Orbital eigenvalues ε and mean radii <r> of 1s1/2 and 2s1/2 in Br and its ions up to Br8+, from all-electron four-component Dirac-Coulomb Hartree-Fock at the radial basis-set limit (B-spline radial atomic code version 1). Energies are averaged over the nl configuration, and the nucleus is a Fermi distribution for mass number 79 with an rms radius of 4.1629 fm.

## Numerical check

```python
# Table: 1s1/2 and 2s1/2 eigenvalues (eV) and mean radii (bohr) of Br to Br8+; B-spline radial atomic code,
# Dirac-Coulomb Hartree-Fock, configuration average, Fermi nucleus. Tested: outer-shell (constant potential)
# picture, size of breaks against fits to the 4p steps, and the rival of a changing effective nuclear charge.
T = {
    'ion': ['Br', 'Br+', 'Br2+', 'Br3+', 'Br4+', 'Br5+', 'Br6+', 'Br7+', 'Br8+'],
    'Z': [35, 35, 35, 35, 35, 35, 35, 35, 35],
    'charge': [0, 1, 2, 3, 4, 5, 6, 7, 8],  # e
    'N': [35, 34, 33, 32, 31, 30, 29, 28, 27],
    'configuration': ['[Ar] 3d10 4s2 4p5', '[Ar] 3d10 4s2 4p4', '[Ar] 3d10 4s2 4p3', '[Ar] 3d10 4s2 4p2', '[Ar] 3d10 4s2 4p1', '[Ar] 3d10 4s2', '[Ar] 3d10 4s1', '[Ar] 3d10', '[Ar] 3d9'],
    'e_1s12': [-13565.5, -13576.9, -13590.0, -13604.8, -13620.9, -13638.5, -13658.4, -13679.5, -13719.3],  # eV
    'e_2s12': [-1826.56, -1837.89, -1850.9, -1865.39, -1881.23, -1898.3, -1917.6, -1937.91, -1978.4],  # eV
    'gap': [11738.9, 11739.0, 11739.1, 11739.4, 11739.7, 11740.2, 11740.8, 11741.6, 11740.9],  # eV
    'r_1s12': [0.04273, 0.04273, 0.04273, 0.042729, 0.042729, 0.042728, 0.042728, 0.042728, 0.042729],  # bohr
    'r_2s12': [0.18868, 0.18867, 0.18867, 0.18866, 0.18865, 0.18863, 0.18864, 0.18865, 0.18859],  # bohr
    'r_ratio': [4.4155, 4.4155, 4.4153, 4.4152, 4.4149, 4.4146, 4.4148, 4.415, 4.4136],
}
import numpy as np
from scipy.constants import physical_constants as pc, alpha
from scipy.special import gammainc
Ha = pc['Hartree energy in eV'][0]
e1, e2, g, r1, r2, rr = (np.array(T[k], float) for k in ('e_1s12', 'e_2s12', 'gap', 'r_1s12', 'r_2s12', 'r_ratio'))
ion = T['ion']; q = np.array(T['charge'], float)[:-1]
sh = ['4p']*5 + ['4s']*2 + ['3d']
d1, d2, dg, dr = np.diff(e1), np.diff(e2), np.diff(g), np.diff(rr)
print('rounding floor of a step (+-): e1s 0.1, e2s 0.01, gap 0.1 eV, ratio 0.0001, r1s 1e-6, r2s 1e-5 bohr')
print('step, shell: de1s de2s dgap (eV), dratio, R_eff = 1/|de2s| (bohr)')
for i in range(8):
    print(f'{ion[i]}->{ion[i+1]} {sh[i]}: {d1[i]:.1f} {d2[i]:.2f} {dg[i]:+.1f} {dr[i]:+.4f} {Ha/-d2[i]:.2f}')
print(f'Br->Br8+: de1s {e1[-1]-e1[0]:.1f}, de2s {e2[-1]-e2[0]:.2f}, dgap {g[-1]-g[0]:+.1f} eV, dratio {rr[-1]-rr[0]:+.4f}')
print(f'gap range {np.ptp(g):.1f} eV = {100*np.ptp(g)/g[0]:.3f} %; max |dgap/de2s| {100*np.max(abs(dg/d2)):.1f} %')
print(f'3d step / last 4s step (2s): {d2[7]/d2[6]:.2f}; second differences of e2s (eV): {np.round(np.diff(d2), 2)}')
print('fits to the five 4p steps vs initial charge; residual = table - fit; last three are extrapolated')
for name, y, nd in (('de2s eV', d2, 2), ('de1s eV', d1, 2), ('dgap eV', dg, 2), ('dratio', dr, 5)):
    for deg in (1, 2):
        c = np.polyfit(q[:5], y[:5], deg); res = y - np.polyval(c, q)
        print(f'{name} deg{deg} coef {np.round(c, nd+1)} max4p {abs(res[:5]).max():.{nd}f}'
              f' 4s {res[5]:+.{nd}f} {res[6]:+.{nd}f} 3d {res[7]:+.{nd}f}')
print(f'hydrogenic scale of slope, 1/n^2 for n=4: {Ha/16:.2f} eV per unit of Zeff')
print('rival (Zeff of core changes), Br->Br8+: dr/r = -de/(2e)')
for n, e, r in (('1s', e1, r1), ('2s', e2, r2)):
    p = -0.5*(e[-1]-e[0])/e[0]
    print(f'{n}: de/e {-200*p:.2f} %, predicted dr/r {100*p:.2f} % ({p*r[0]:+.6f} bohr),'
          f' table {100*(r[-1]/r[0]-1):.3f} % ({r[-1]-r[0]:+.6f})')
zr = np.sqrt(e1[0]/e2[0])*2
print(f'shift ratio 1s/2s: table {(e1[-1]-e1[0])/(e2[-1]-e2[0]):.3f}; equal dZeff would give {zr:.1f}')
Z = 35; ga = np.sqrt(1-(Z*alpha)**2); N = np.sqrt(2+2*ga)
h1 = (2*ga+1)/(2*Z); h2 = ((3*N*N-1)*(1+ga)+N)/(2*Z*N)
print(f'one-electron point Dirac Z=35: r1s {h1:.5f}, r2s {h2:.5f} bohr, ratio {h2/h1:.3f}, gap {(N/2-ga)*Ha/alpha**2:.0f} eV')
print(f'table Br8+ over that: r1s {100*(r1[-1]/h1-1):.1f} %, r2s {100*(r2[-1]/h2-1):.1f} %')
# further output of the same calculation: <1/r> (1/bohr), order 1s 2s 2p- 2p+ 3s 3p- 3p+ 3d- 3d+
occ = np.array([2, 2, 2, 4, 2, 2, 4, 4, 6])
u1 = np.array([35.664, 7.9844, 7.9167, 7.6607, 2.6122, 2.487, 2.4284, 2.1654, 2.1494])   # Br+
u7 = np.array([35.665, 7.9854, 7.9186, 7.6625, 2.6136, 2.4965, 2.4388, 2.1951, 2.1796])  # Br7+
u4s = 0.78819; u4p = (0.66644+2*0.65363)/3; u3d = 0.4*u7[7]+0.6*u7[8]
rem = (2*u4s+4*u4p)*Ha; back = occ*(u7-u1)*Ha
print('further output, Br+ -> Br7+, electron potential at the nucleus (eV):')
print(f'removed 4s2 4p4 {-rem:.1f}, core contraction {back.sum():+.1f}, net {back.sum()-rem:.1f}')
print(f'contraction: 3d {back[7:].sum():.1f}, 3p {back[5:7].sum():.1f}, rest {back[:5].sum():.1f} (rest uncertain ~0.1)')
print(f'shifts: 1s {e1[7]-e1[1]:.1f}, 2s {e2[7]-e2[1]:.1f}, 3s (further) {(10.614-14.194)*Ha:.1f}, gap {g[7]-g[1]:+.1f}')
print(f'1s shift / net potential change {(e1[7]-e1[1])/(back.sum()-rem):.3f}')
for n, u, d in (('4p of Br+', u4p, d2[1]), ('3d of Br7+', u3d, d2[7])):
    print(f'{n}: frozen <1/r> {u*Ha:.1f} eV, 2s step {-d:.2f}, ratio {-d/(u*Ha):.2f}, returned {u*Ha+d:.1f} eV')
print(f'Br+ <1/r>: 4s {u4s*Ha:.1f} eV, 4p {u4p*Ha:.1f} eV, ratio {u4s/u4p:.2f}')
z2 = 6*u3d; x = z2*r2[7]
print(f'crude Slater 3d, frozen V(0)-V(<r>2s): {z2*(gammainc(6, x)/6-gammainc(7, x)/x)*Ha:+.1f} eV (order only); table dgap {dg[7]:+.1f}')
assert np.all(d1 < 0) and np.all(np.diff(d2) < 0)
assert np.all(abs(dg/d2) < 0.05)
assert np.all(dg[:7] > 0) and dg[7] < -0.2
assert d2[7]/d2[6] > 1.5 and np.argmin(dr) == 7
```

It prints:

```
rounding floor of a step (+-): e1s 0.1, e2s 0.01, gap 0.1 eV, ratio 0.0001, r1s 1e-6, r2s 1e-5 bohr
step, shell: de1s de2s dgap (eV), dratio, R_eff = 1/|de2s| (bohr)
Br->Br+ 4p: -11.4 -11.33 +0.1 +0.0000 2.40
Br+->Br2+ 4p: -13.1 -13.01 +0.1 -0.0002 2.09
Br2+->Br3+ 4p: -14.8 -14.49 +0.3 -0.0001 1.88
Br3+->Br4+ 4p: -16.1 -15.84 +0.3 -0.0003 1.72
Br4+->Br5+ 4p: -17.6 -17.07 +0.5 -0.0003 1.59
Br5+->Br6+ 4s: -19.9 -19.30 +0.6 +0.0002 1.41
Br6+->Br7+ 4s: -21.1 -20.31 +0.8 +0.0002 1.34
Br7+->Br8+ 3d: -39.8 -40.49 -0.7 -0.0014 0.67
Br->Br8+: de1s -153.8, de2s -151.84, dgap +2.0 eV, dratio -0.0019
gap range 2.7 eV = 0.023 %; max |dgap/de2s| 3.9 %
3d step / last 4s step (2s): 1.99; second differences of e2s (eV): [ -1.68  -1.48  -1.35  -1.23  -2.23  -1.01 -20.18]
fits to the five 4p steps vs initial charge; residual = table - fit; last three are extrapolated
de2s eV deg1 coef [ -1.431 -11.486] max4p 0.16 4s -0.66 -0.24 3d -18.99
de2s eV deg2 coef [  0.074  -1.725 -11.339] max4p 0.02 4s -1.17 -1.27 3d -20.68
de1s eV deg1 coef [ -1.54 -11.52] max4p 0.20 4s -0.68 -0.34 3d -17.50
de1s eV deg2 coef [  0.057  -1.769 -11.406] max4p 0.10 4s -1.08 -1.14 3d -18.81
dgap eV deg1 coef [0.1  0.06] max4p 0.06 4s +0.04 +0.14 3d -1.46
dgap eV deg2 coef [0.014 0.043 0.089] max4p 0.07 4s -0.06 -0.06 3d -1.79
dratio deg1 coef [-7.e-05 -4.e-05] max4p 0.00009 4s +0.00059 +0.00066 3d -0.00087
dratio deg2 coef [ 7.0e-06 -9.9e-05 -2.6e-05] max4p 0.00009 4s +0.00054 +0.00056 3d -0.00103
hydrogenic scale of slope, 1/n^2 for n=4: 1.70 eV per unit of Zeff
rival (Zeff of core changes), Br->Br8+: dr/r = -de/(2e)
1s: de/e 1.13 %, predicted dr/r -0.57 % (-0.000242 bohr), table -0.002 % (-0.000001)
2s: de/e 8.31 %, predicted dr/r -4.16 % (-0.007842 bohr), table -0.048 % (-0.000090)
shift ratio 1s/2s: table 1.013; equal dZeff would give 5.5
one-electron point Dirac Z=35: r1s 0.04191, r2s 0.16730 bohr, ratio 3.992, gap 12693 eV
table Br8+ over that: r1s 2.0 %, r2s 12.7 %
further output, Br+ -> Br7+, electron potential at the nucleus (eV):
removed 4s2 4p4 -114.5, core contraction +10.3, net -104.2
contraction: 3d 8.2, 3p 1.6, rest 0.5 (rest uncertain ~0.1)
shifts: 1s -102.6, 2s -100.0, 3s (further) -97.4, gap +2.6
1s shift / net potential change 0.985
4p of Br+: frozen <1/r> 17.9 eV, 2s step 13.01, ratio 0.73, returned 4.9 eV
3d of Br7+: frozen <1/r> 59.5 eV, 2s step 40.49, ratio 0.68, returned 19.0 eV
Br+ <1/r>: 4s 21.4 eV, 4p 17.9 eV, ratio 1.20
crude Slater 3d, frozen V(0)-V(<r>2s): +0.5 eV (order only); table dgap -0.7
```
